Simple cubic 3d metals from Sc to Ni, each in the lowest of the magnetic starts tried, computed with Ansatz 0.2.0 (m-r2SCAN, scalar-relativistic plane-wave PAW, 500 eV cutoff, Fermi-Dirac smearing of 0.05 eV). Volume, bulk modulus and its pressure derivative come from a third-order Birch-Murnaghan fit; site moments are counted within atomic spheres.

| element | Z | valence electrons | k mesh | volume per atom, m-r2SCAN (Å³) | bulk modulus, m-r2SCAN (GPa) | bulk modulus pressure derivative, m-r2SCAN | largest site moment, m-r2SCAN (μB) |
| --- | --- | --- | --- | --- | --- | --- | --- |
| Sc | 21 | 3 | 17×17×17 | 26.08 | 37.3 | 2.63 | 0.56 |
| Ti | 22 | 4 | 19×19×19 | 18.14 | 79.5 | 3.14 | 0.10 |
| V | 23 | 5 | 21×21×21 | 14.36 | 148 | 3.84 | 0.00 |
| Cr | 24 | 6 | 13×13×13 | 12.48 | 201 | 3.87 | 0.00 |
| Mn | 25 | 7 | 13×13×13 | 12.21 | 156 | 4.95 | 1.60 |
| Fe | 26 | 8 | 15×15×15 | 12.62 | 145 | 3.39 | 2.23 |
| Co | 27 | 9 | 15×15×15 | 12.21 | 150 | 3.01 | 1.81 |
| Ni | 28 | 10 | 13×13×13 | 12.04 | 165 | 4.76 | 0.42 |

Manganese, iron and cobalt leave the simple pattern. Their volumes lie 10 to 20 % above a smooth curve through the weakly magnetic metals of the row, and their bulk moduli lie a third to nearly a half below the matching curve. These sizes depend strongly on nickel, the only late metal that fixes the curves. These three also carry the only large magnetic moments, from 1.6 to 2.2 μB per atom (μB is the Bohr magneton, the moment of about one unpaired electron). The likely cause is magnetism: a large moment makes the atom want more room, and the stretched lattice is softer.

## The pattern that is broken

Each step to the right adds one electron, mostly to the d states. The lower half of a d band is bonding and the upper half is antibonding. Filling therefore first pulls the atoms together and later lets them go again. Volume should follow a bowl along the row, and the bulk modulus, which measures resistance to uniform compression, should follow an arch. The growing nuclear charge also draws the d orbitals inwards from left to right. This tilts the bowl, so the late metals need not become as large again as the early ones.

The first four metals follow the first half of this pattern. From Sc to Cr the volume halves and the bulk modulus rises more than fivefold. V was started with parallel moments and Cr with alternating ones. Both lost them, so their zeros were not imposed.

Then the pattern fails in two ways that can be seen without any model. The modulus falls by 28 % from Cr to Fe and then rises again towards Ni, whereas an arch has a single top. Iron also takes up about 3 % more room than either of its neighbours, Mn and Co. A bowl has a lowest point, but it has no bump near its bottom.

## Why a moment swells the lattice

To form a moment, a metal moves electrons from one spin direction to the other. The moved electrons must enter higher levels of the band, which costs energy. In return, electrons of like spin on the same atom avoid each other better and repel each other less. The moment survives where this gain exceeds the cost. This describes parallel moments, as in Fe and Co. In Mn the moments alternate between neighbours: both spin directions stay equally filled overall, but each gathers on every other atom. The gain is of the same kind, and the cost is that electrons spread less freely between neighbours.

The gain belongs mainly to the atom, but the cost depends on the neighbours. If the atoms move apart, their d orbitals overlap less, the band narrows and the cost falls. Expansion thus makes magnetism cheaper. The metal settles where this extra outward push balances the pull of the bonds.

The same calculations support the direction of this push. When the cell is expanded from 0.88 to 1.08 of its reference volume, the moment per atom grows by 0.75 μB in Mn, 0.52 μB in Fe and 0.45 μB in Co (here the space between the atoms is counted too). Thermodynamics ties the two responses together: if expansion strengthens a moment, then strengthening that moment at fixed volume raises the outward pressure. This fixes the sign of the effect for small changes around the computed moments, not its full size. The very small moment of Ti is an exception: it varies irregularly with volume.

The picture also suggests why Ni should be affected less. Its d shell is nearly full, so few electrons can be left unpaired, and its moment stays at 0.42 μB.

## How large the breaks are

For the smooth model, parabolas in the number of valence electrons were fitted to the logarithms of volume and modulus. The fit used Sc, Ti, V, Cr and Ni, whose moments are small. (The moment of Sc is larger when the space between the atoms is counted, but still only about half that of Mn.) Mn, Fe and Co were left out, because the curve is meant to describe metals without a large moment. Against it, their volumes are too large by 12, 20 and 12 %. The full comparison is in the printed output below.

The moduli of the same three metals lie 39, 45 and 34 % below their curve. In per cent, the modulus reacts more strongly than the volume. Iron has the largest moment and the largest break in both quantities.

These sizes lean heavily on Ni, the only metal that holds the curve down on the late side. When each fitted metal in turn is left out and predicted from the others, the root-mean-square error is about a third, and nearly all of it comes from Ni. The four early metals alone therefore cannot tell where the curve should run at Mn, Fe and Co. A more cautious yardstick is a straight line in the logarithm from Cr to Ni. Between these two metals, a bowl that passes through both lies below the line and an arch lies above it. For such curves the line therefore gives the least possible break. For Fe it still leaves an excess of 3 % in volume and a deficit of 20 % in modulus. Against this line Mn has no extra volume and Co almost none, though both remain clearly too soft.

## From extra volume to lost stiffness

The two breaks can be linked by one simple rule. The pressure derivative B′ tells how fast the bulk modulus B rises with pressure. If B′ stays constant, each per cent of added volume lowers B by about B′ per cent. Adding up these small steps gives the Murnaghan relation,

B = B₀ · (V₀/V)^B′,

where V₀ and B₀ are the volume and modulus on the smooth curves and V is the computed volume.

Iron serves as the example:

1. The smooth curves give V₀ = 10.54 Å³ and B₀ = 266 GPa.
2. The computed volume is 12.62 Å³, so the lattice is stretched by a factor of 12.62/10.54 = 1.197.
3. The five weakly magnetic metals have a mean B′ of 3.65.
4. The stretched lattice should have B = 266 × 1.197^(−3.65) = 138 GPa.

The table has 145 GPa, so the estimate is 5 % too low. Iron's volume went into it, but its modulus did not, and iron took no part in the fit of the curves. The closeness is partly luck: with the highest and lowest B′ of the five metals instead of the mean, the estimate would be 113 or 165 GPa. The same steps overestimate Mn by 11 % and come within 1 % for Co.

With these curves, then, the extra volume accounts for most of the lost stiffness. The cautious straight line is less generous: a stretch of 3 % softens iron by only about 10 %, half of the 20 % deficit. How much of the softening is due to stretching therefore depends on where the smooth curve really runs. The moment can also soften the metal directly: it adjusts when the volume changes, and this freedom lowers the resistance to compression.

## How firm the cause is

The numbers show that the breaks occur together with large moments, and that these moments grow on expansion. That the moments produce the breaks is argued from theory. A lopsided filling curve without any magnetism could also bend through the data. Fitted to the volumes of all eight metals, a parabola with an added cubic term misses by 1.3 % on average, and one with an added moment-squared term by 1.4 %.

One detail favours magnetism. The cubic curve puts its bump at Co, whereas the moment curve puts it at Fe, where the calculation has it. The difference is only a few per cent, close to the errors of both curves, so it is a hint rather than a decision.

A direct test would be to repeat iron with its moment held at zero. If the explanation and the smooth curves are right, its volume should shrink to roughly 10.5 Å³ and its modulus should rise well above 200 GPa. A clear but smaller shrinkage would still point to magnetism and would show that the smooth volume curve runs too low. If little changes, band filling is the better explanation.

## What to do about it

- **Do not interpolate across the magnetic metals.** A curve drawn through their weakly magnetic neighbours puts the modulus of iron at nearly twice the computed value.
- **Let the moment adjust at every volume.** In Mn, Fe and Co it changes markedly over the range used to obtain the modulus, and a frozen moment would describe a different, stiffer material.
- **Trust iron's modulus more than its pressure derivative.** Its moment falls quickly under strong compression, and the pressure then climbs more slowly: by 7.5 GPa from 0.96 to 0.92 of the reference volume, but only by 7.0 GPa from 0.92 to 0.88. A modulus taken from the pressures at 4 % above and below the reference volume agrees with the table within 3 % for every metal, but the B′ of 3.39 for iron should be treated with care.
- **Allow for moments that are somewhat too large.** Functionals of this family tend to make the moments of metals too large, and the swelling that goes with them may be too large as well.
- **Do not use these values as material data.** None of these elements is simple cubic under ordinary conditions, and whether the structure is stable against distortion was not checked. What carries over is the reasoning: look for extra volume and a soft lattice where a narrow, partly filled d band supports a large moment.

Printed output of the fit:

```
fit of log(vol) on 5 rows (mom < 1): constant 2.5 +/- 0.023, coefficient of dn -0.1424 +/- 0.0068, coefficient of dn**2 0.03506 +/- 0.0028; rms 0.0191, worst Ti 0.0269, leave-one-out rms 0.281
  rows outside the fit (model, value, miss): Mn 2.393, 2.502, -0.11; Fe 2.355, 2.535, -0.18; Co 2.388, 2.502, -0.114
fit of log(bm) on 5 rows (mom < 1): constant 5.341 +/- 0.032, coefficient of dn 0.3007 +/- 0.0097, coefficient of dn**2 -0.09005 +/- 0.004; rms 0.0273, worst V -0.0471, leave-one-out rms 0.308
  rows outside the fit (model, value, miss): Mn 5.552, 5.05, 0.502; Fe 5.582, 4.977, 0.605; Co 5.432, 5.011, 0.422
Breaks against the baseline:
  row  volume excess %  modulus difference %  modulus from stretching GPa  cubic curve volume miss %  moment curve volume miss %  moment growth from 0.88 to 1.08 volume muB
   Sc            1.861               -0.9202                         35.2                     0.5864                      -1.757                                        0.07
   Ti           -2.652               -0.3452                        87.99                     -1.131                       2.457                                      -0.066
    V           -1.286                 4.826                          148                    -0.6205                       1.534                                           0
   Cr            2.452                -3.685                          191                      2.023                        -1.9                                           0
   Mn             11.6                -39.45                        172.6                     0.5008                      -1.104                                       0.754
   Fe            19.72                -45.41                        137.7                     -2.476                      0.4354                                        0.52
   Co            12.09                -34.42                        150.8                      1.358                      0.3683                                       0.451
   Ni          -0.2841                0.3124                        166.2                    -0.1685                     0.04925                                       0.136
Mean pressure derivative of the rows with small moments: 3.648
Volume change from Sc to Cr, %: -52.15
Volume change from Cr to Mn, %: -2.163
Bulk modulus change from Cr to Mn, %: -22.39
Fe volume above the straight log line from Cr to Ni, %: 2.953
Fe bulk modulus against the straight log line from Cr to Ni, %: -20.38
Rms volume miss of the cubic curve, all rows, %: 1.34
Rms volume miss of the moment curve, all rows, %: 1.442
Largest gap between modulus from pressures and tabulated modulus, %: 2.787
```
